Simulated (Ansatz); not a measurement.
## TaN: energy less free atoms and pressure against volume per atom

Results calculated with Ansatz 0.2.0, not measured. Periodic Kohn-Sham DFT of a crystal at fixed atoms; pressure and stress are positive in compression; the energy is the free energy less that of spherical unpolarised free atoms; site moments are those in the method's own spheres, positive along +z.

Cell of the first row (space group P-6m2, No. 187):
```
CELL_PARAMETERS angstrom
2.87800 0.00000 0.00000
-1.43900 2.49240 0.00000
0.00000 0.00000 2.82410
ATOMIC_POSITIONS crystal
Ta 0.33333 0.66667 0.50000
N 0.00000 0.00000 0.00000
```

Settings of every row: method all-electron LAPW; functional LDA; relativity scalar; k mesh 12x12x10; filling fermi-dirac; smearing width 0.02 eV; basis error target 0.25 meV/atom; nucleus gaussian.

Atom start moment: 0 on all atoms.

Limits: no spin-orbit coupling on heavy atoms.

```
row  volume per atom (Å³)  energy less free atoms (eV/atom)  pressure (GPa)
  1                10.129                                 ?               ?
  2                10.345                          -11.3626           3.161
  3                 10.56                          -11.3616          -4.574
  4                10.668                          -11.3573          -8.136
  5                10.776                          -11.3507         -11.509
  6                10.884                          -11.3419         -14.701
  7                10.991                           -11.331         -17.723
  8                11.207                          -11.3033          -23.29
  9                11.422                          -11.2686         -28.274
```

Question: what energy less free atoms and pressure should row 1 give?

Worked fit of energy less free atoms. Take u = (V_r/V)^(2/3) − 1 with V_r = 10.83 Å³ an atom, which is twice the finite (Eulerian) strain; such expansions in the strain, on which the Birch-Murnaghan equation of state is built, carry the rest volume and the bulk modulus. The shown rows have u = 0.03102, 0.01697, 0.0101, 0.00334, -0.00331, -0.00979, -0.02255, -0.03486. Least squares give energy less free atoms = −11.34655 − 1.3276 × u + 26.086 × u² eV/atom; a straight line predicts inner rows, each left out in turn, worse (root mean square 0.0085 against 4.5e-05 eV/atom). The rows lie off it by 0.0000, 0.0000, 0.0000, 0.0000, 0.0000, 0.0001, 0.0000, 0.0000. Its lowest point lies at u = 0.0254, or V = 10.43 Å³ an atom, and the curvature there gives the bulk modulus at fixed shape and fractions, B = (4/9)(1 + u)² E″(u)/V = 375 GPa. Letting shape and atoms relax would as a rule lower it, by much in layered, chain or molecular crystals. The withheld row has u = 0.04562, so the fit gives −11.34655 − 1.3276 × (0.04562) + 26.086 × (0.04562)² = -11.3528 eV/atom.

The calculation gave -11.3527 eV/atom. The fit lies 0.0001 eV/atom (0.11 % of the column's range) below it, one unit of the last digit. This row lies beyond the range of the fit.

Worked fit of pressure. Take u = (V_r/V)^(2/3) − 1 with V_r = 10.83 Å³ an atom, which is twice the finite (Eulerian) strain; such expansions in the strain, on which the Birch-Murnaghan equation of state is built, carry the rest volume and the bulk modulus. The shown rows have u = 0.03102, 0.01697, 0.0101, 0.00334, -0.00331, -0.00979, -0.02255, -0.03486. Least squares give pressure = −13.1346 + 482.097 × u + 1380.31 × u² GPa; a straight line predicts inner rows, each left out in turn, worse (root mean square 0.45 against 0.016 GPa). The rows lie off it by 0.013, -0.018, -0.011, 0.000, 0.014, -0.001, 0.014, -0.011 (root mean square 0.012 GPa). The pressure vanishes at u = 0.0254, or V = 10.43 Å³ an atom, and there the bulk modulus at fixed shape and fractions is B = −V dP/dV = (2/3)(1 + u) dP/du = 377 GPa. Letting shape and atoms relax would as a rule lower it, by much in layered, chain or molecular crystals. The withheld row has u = 0.04562, so the fit gives −13.1346 + 482.097 × (0.04562) + 1380.31 × (0.04562)² = 11.731 GPa.

The calculation gave 11.789 GPa. The fit lies 0.058 GPa (0.14 % of the column's range) below it; its largest miss of a shown row is 0.018 GPa. This row lies beyond the range of the fit.
